**Isomer gaps from path counts, electronegativities and C–H bond cycles**

The table holds electronic energies (kJ/mol) of fifteen molecules above a reference isomer, from Ansatz 0.2.0 with PBE-D4, r2SCANh-D4, wB97X-V and wB97M-V in def2-TZVPP on PBE0-D4/def2-TZVP geometries. The program fits the octanes to E = a·ΔP2 + b·ΔP3 (counts of C–C–C and C–C–C–C paths) with an rms residual of about 1 kJ/mol; 2,2,4-trimethylpentane, left out of the fit, is missed by 9 to 10 kJ/mol. For three withheld rows it forms unfitted forecasts from rough recalled inputs: a Pauling swap for the gallium amide (81 ± 25) and C–H bond-energy cycles for propen-2-yl (80 ± 16) and cyclopropyl (113 ± 19) against allyl. All four levels fall inside each range, with means of 71.0, 84.6 and 112.0. The forecast sign of PBE-D4 minus wB97M-V in the two radical rows is wrong, and a plain count of mean bond energies misses them by 85 and 202 kJ/mol.

Electronic energies of gas-phase molecules relative to the isomer named under "against" (the lowest of its formula and spin at PBE0-D4 among those computed), without zero-point or thermal terms. Computed with Ansatz 0.2.0 as def2-TZVPP single points with each functional at PBE0-D4/def2-TZVP geometries, open shells unrestricted.

## Program and output

```python
# Table: electronic isomer energies (kJ/mol), Ansatz 0.2.0, four functionals in def2-TZVPP on
# PBE0-D4/def2-TZVP geometries. Tested: path-count model for octanes; bond-level forecasts
# (Pauling swap, C-H bond energy cycles, rough recalled inputs) for three withheld rows.
T = {
    'isomer': ['C[NH][GaH2]', 'C=[C]C', '[CH]1CC1', 'CC#CC', 'CC(C)CCC(C)C', 'CCC(C)CC(C)C', 'CCCC(C)(C)CC', 'CCCCCC(C)C', 'CCCC(C)C(C)C', 'CC(C)CC(C)(C)C', 'CCCC(C)CCC', 'CCCCC(C)CC', 'CCC(C)(CC)CC', 'CCC(C)(C)C(C)C', 'CCC(C)C(C)CC'],
    'against': ['[CH3][GaH][NH2]', '[CH2]C=C', '[CH2]C=C', 'C=CC=C', 'CCCCC(C)(C)C', 'CCCCC(C)(C)C', 'CCCCC(C)(C)C', 'CCCCC(C)(C)C', 'CCCCC(C)(C)C', 'CCCCC(C)(C)C', 'CCCCC(C)(C)C', 'CCCCC(C)(C)C', 'CCCCC(C)(C)C', 'CCCCC(C)(C)C', 'CCCCC(C)(C)C'],
    'formula': ['CH6GaN', 'C3H5', 'C3H5', 'C4H6', 'C8H18', 'C8H18', 'C8H18', 'C8H18', 'C8H18', 'C8H18', 'C8H18', 'C8H18', 'C8H18', 'C8H18', 'C8H18'],
    'mult': [1, 2, 2, 1, 1, 1, 1, 1, 1, 1, 1, 1, 1, 1, 1],
    'pg': ['Cs', 'Cs', 'Cs', 'D3', 'C2', 'C1', 'C1', 'C1', None, 'C1', 'C1', 'C1', 'Cs', 'C1', None],
    'bonds': ['+1 C-N -1 Ga-C +1 Ga-H -1 H-N', 'none', '+2 C-C -1 C=C', '+1 C#C +1 C-C -2 C=C', 'none', 'none', 'none', 'none', 'none', 'none', 'none', 'none', 'none', 'none', 'none'],
    'e_pbe_d4': [68.2, 82.0, 111.7, 39.1, 0.6, 3.3, 3.7, 4.8, 6.8, 6.7, 7.8, 8.0, 8.3, 8.6, 9.1],  # kJ/mol
    'e_r2scanh_d4': [73.3, 86.8, 114.5, 38.1, 1.5, 4.6, 4.1, 6.5, None, 7.0, 9.7, 10.1, 9.4, 9.0, 11.2],  # kJ/mol
    'e_wb97x_v': [69.4, 84.4, 106.8, 31.2, 1.6, 4.4, 3.4, 6.2, 7.7, 6.7, 8.9, 9.5, 8.3, 8.1, 10.2],  # kJ/mol
    'e_wb97m_v': [73.0, 85.1, 115.1, 32.6, 2.2, 4.5, 2.8, 7.4, 7.9, 5.6, 9.9, 10.4, 7.2, 6.3, 10.1],  # kJ/mol
}
HELD = [0, 1, 2]  # rows withheld from the fit
import numpy as np
from itertools import combinations
from scipy.constants import e, N_A
K = ['e_pbe_d4', 'e_r2scanh_d4', 'e_wb97x_v', 'e_wb97m_v']
N = ['PBE-D4', 'r2SCANh-D4', 'wB97X-V', 'wB97M-V']
S = T['isomer']
def paths(s):  # numbers of C-C-C and C-C-C-C paths in an acyclic alkane
    b, st, prev, n = [], [], None, 0
    for c in s:
        if c == '(': st.append(prev)
        elif c == ')': prev = st.pop()
        else:
            if prev is not None: b.append((prev, n))
            prev = n; n += 1
    d = [sum(i in x for x in b) for i in range(n)]
    return np.array([sum(k*(k-1)//2 for k in d), sum((d[i]-1)*(d[j]-1) for i, j in b)])
vals = lambda i: [T[k][i] for k in K if T[k][i] is not None]
oc = [i for i in range(len(S)) if T['formula'][i] == 'C8H18' and i not in HELD]
X = {i: paths(S[i]) - paths(T['against'][i]) for i in oc}
out = S.index('CC(C)CC(C)(C)C')  # left out: unavoidable 1,5 methyl clash
print('All energies kJ/mol; table rounding 0.05. Octanes: E = a*dP2 + b*dP3, without ' + S[out])
C = {}
for k, n in zip(K, N):
    r = [i for i in oc if i != out and T[k][i] is not None]
    A = np.array([X[i] for i in r], float); y = np.array([T[k][i] for i in r])
    C[k] = np.linalg.lstsq(A, y, rcond=None)[0]; res = y - A @ C[k]; w = np.argmax(abs(res))
    print(f'{n}: a {C[k][0]:.2f} b {C[k][1]:.2f} rms {np.sqrt(np.mean(res**2)):.1f} worst {S[r[w]]} {res[w]:+.1f}; left-out row model {X[out] @ C[k]:.1f} miss {T[k][out] - X[out] @ C[k]:+.1f}')
print('octane: dP2 dP3 | residual PBE-D4, wB97M-V | wB97M-V minus PBE-D4 | spread of levels')
for i in oc:
    print(f'{S[i]}: {X[i][0]:+d} {X[i][1]:+d} | {T[K[0]][i] - X[i] @ C[K[0]]:+.1f} {T[K[3]][i] - X[i] @ C[K[3]]:+.1f} | {T[K[3]][i] - T[K[0]][i]:+.1f} | {np.ptp(vals(i)):.1f}')
P = list(combinations(oc, 2))
sw = [(i, j) for i, j in P if (T[K[0]][i]-T[K[0]][j])*(T[K[3]][i]-T[K[3]][j]) < 0]
print(f'octane pairs ordered differently by PBE-D4 and wB97M-V: {len(sw)} of {len(P)}; largest PBE-D4 gap among them {max(abs(T[K[0]][i]-T[K[0]][j]) for i, j in sw):.1f}')
b = S.index('CC#CC'); h = np.ptp(vals(b))/2; dB = T[K[0]][b] - T[K[3]][b]
CC, CD, CT = 350, 610, 840  # rough recalled mean bond energies C-C, C=C, C#C
print(f'butyne: mean {np.mean(vals(b)):.1f}, half spread {h:.2f}, PBE-D4 minus wB97M-V {dB:+.1f}, mean-bond count {2*CD-CT-CC:+d}')
assert all(v > 0 for i in oc + [b] for v in vals(i))
assert all(C[k][0] < 0 < C[k][1] for k in K)
assert C[K[3]][0] < C[K[0]][0] and dB > 0
eV = e*N_A/1000
dCH, dNGa = 0.35, 1.2         # rough recalled electronegativity differences (+-0.07, +-0.15)
Ds, Da, ring = 450, 370, 33   # rough recalled: sigma C-H, allylic C-H (+-10 each), cyclopropane-propene (+-3)
g = 2*dCH*dNGa*eV
q = lambda *a: float(np.sqrt(sum(x*x for x in a)))
F = {0: (g, q(g*0.07/dCH, g*0.15/dNGa, 15, h), None),   # 15: non-additivity at Ga-N
     1: (Ds-Da, q(10, 10, 5, h), 0),                    # 5: zero-point and thermal terms
     2: (ring+Ds-Da, q(10, 10, 5, h, 3, 10), CD-2*CC)}  # 10: functional error for the ring
for i in HELD:
    p, s, alt = F[i]; v = vals(i)
    print(f'{S[i]} above {T["against"][i]}: prediction {p:.0f} +- {s:.0f} (range {p-s:.0f} to {p+s:.0f})')
    print('  computed (miss): ' + ', '.join(f'{n} {T[k][i]:.1f} ({T[k][i]-p:+.1f})' for k, n in zip(K, N) if T[k][i] is not None))
    print(f'  mean {np.mean(v):.1f}, miss {np.mean(v)-p:+.1f} = {(np.mean(v)-p)/s:+.2f} error bars; levels inside range {sum(abs(x-p) <= s for x in v)} of {len(v)}; spread {np.ptp(v):.1f} (forecast under 15)')
    t = f'  mean minus butyne mean {np.mean(v)-np.mean(vals(b)):+.1f}'
    if T[K[0]][i] is not None and T[K[3]][i] is not None:
        t += f'; PBE-D4 minus wB97M-V {T[K[0]][i]-T[K[3]][i]:+.1f}' + (f' (forecast 0 to {2*dB:.0f})' if alt is not None else ' (no forecast)')
    if alt is not None: t += f'; mean-bond count {alt:+d}, miss {np.mean(v)-alt:+.0f}'
    print(t)
print(f'cyclopropyl minus propen-2-yl, forecast {ring}: ' + ', '.join(f'{n} {T[k][2]-T[k][1]:+.1f}' for k, n in zip(K, N) if None not in (T[k][1], T[k][2])))
```

It prints:

```
All energies kJ/mol; table rounding 0.05. Octanes: E = a*dP2 + b*dP3, without CC(C)CC(C)(C)C
PBE-D4: a -2.26 b 2.34 rms 1.1 worst CC(C)CCC(C)C -1.7; left-out row model -2.3 miss +9.0
r2SCANh-D4: a -3.14 b 2.65 rms 1.1 worst CC(C)CCC(C)C -1.6; left-out row model -3.1 miss +10.1
wB97X-V: a -2.99 b 2.37 rms 1.0 worst CCC(C)(C)C(C)C +1.6; left-out row model -3.0 miss +9.7
wB97M-V: a -3.60 b 2.09 rms 1.0 worst CCC(C)(C)C(C)C +1.5; left-out row model -3.6 miss +9.2
octane: dP2 dP3 | residual PBE-D4, wB97M-V | wB97M-V minus PBE-D4 | spread of levels
CC(C)CCC(C)C: -1 +0 | -1.7 -1.4 | +1.6 | 1.6
CCC(C)CC(C)C: -1 +1 | -1.3 -1.2 | +1.2 | 1.3
CCCC(C)(C)CC: +0 +2 | -1.0 -1.4 | -0.9 | 1.3
CCCCCC(C)C: -2 +0 | +0.3 +0.2 | +2.6 | 2.6
CCCC(C)C(C)C: -1 +2 | -0.1 +0.1 | +1.1 | 1.1
CC(C)CC(C)(C)C: +1 +0 | +9.0 +9.2 | -1.1 | 1.4
CCCC(C)CCC: -2 +1 | +0.9 +0.6 | +2.1 | 2.1
CCCCC(C)CC: -2 +1 | +1.1 +1.1 | +2.4 | 2.4
CCC(C)(CC)CC: +0 +4 | -1.0 -1.2 | -1.1 | 2.2
CCC(C)(C)C(C)C: +1 +4 | +1.5 +1.5 | -2.3 | 2.7
CCC(C)C(C)CC: -1 +3 | -0.2 +0.2 | +1.0 | 2.1
octane pairs ordered differently by PBE-D4 and wB97M-V: 12 of 55; largest PBE-D4 gap among them 3.8
butyne: mean 35.2, half spread 3.95, PBE-D4 minus wB97M-V +6.5, mean-bond count +30
C[NH][GaH2] above [CH3][GaH][NH2]: prediction 81 +- 25 (range 56 to 106)
  computed (miss): PBE-D4 68.2 (-12.8), r2SCANh-D4 73.3 (-7.7), wB97X-V 69.4 (-11.6), wB97M-V 73.0 (-8.0)
  mean 71.0, miss -10.1 = -0.41 error bars; levels inside range 4 of 4; spread 5.1 (forecast under 15)
  mean minus butyne mean +35.7; PBE-D4 minus wB97M-V -4.8 (no forecast)
C=[C]C above [CH2]C=C: prediction 80 +- 16 (range 64 to 96)
  computed (miss): PBE-D4 82.0 (+2.0), r2SCANh-D4 86.8 (+6.8), wB97X-V 84.4 (+4.4), wB97M-V 85.1 (+5.1)
  mean 84.6, miss +4.6 = +0.29 error bars; levels inside range 4 of 4; spread 4.8 (forecast under 15)
  mean minus butyne mean +49.3; PBE-D4 minus wB97M-V -3.1 (forecast 0 to 13); mean-bond count +0, miss +85
[CH]1CC1 above [CH2]C=C: prediction 113 +- 19 (range 94 to 132)
  computed (miss): PBE-D4 111.7 (-1.3), r2SCANh-D4 114.5 (+1.5), wB97X-V 106.8 (-6.2), wB97M-V 115.1 (+2.1)
  mean 112.0, miss -1.0 = -0.05 error bars; levels inside range 4 of 4; spread 8.3 (forecast under 15)
  mean minus butyne mean +76.8; PBE-D4 minus wB97M-V -3.4 (forecast 0 to 13); mean-bond count -90, miss +202
cyclopropyl minus propen-2-yl, forecast 33: PBE-D4 +29.7, r2SCANh-D4 +27.7, wB97X-V +22.4, wB97M-V +30.0
```
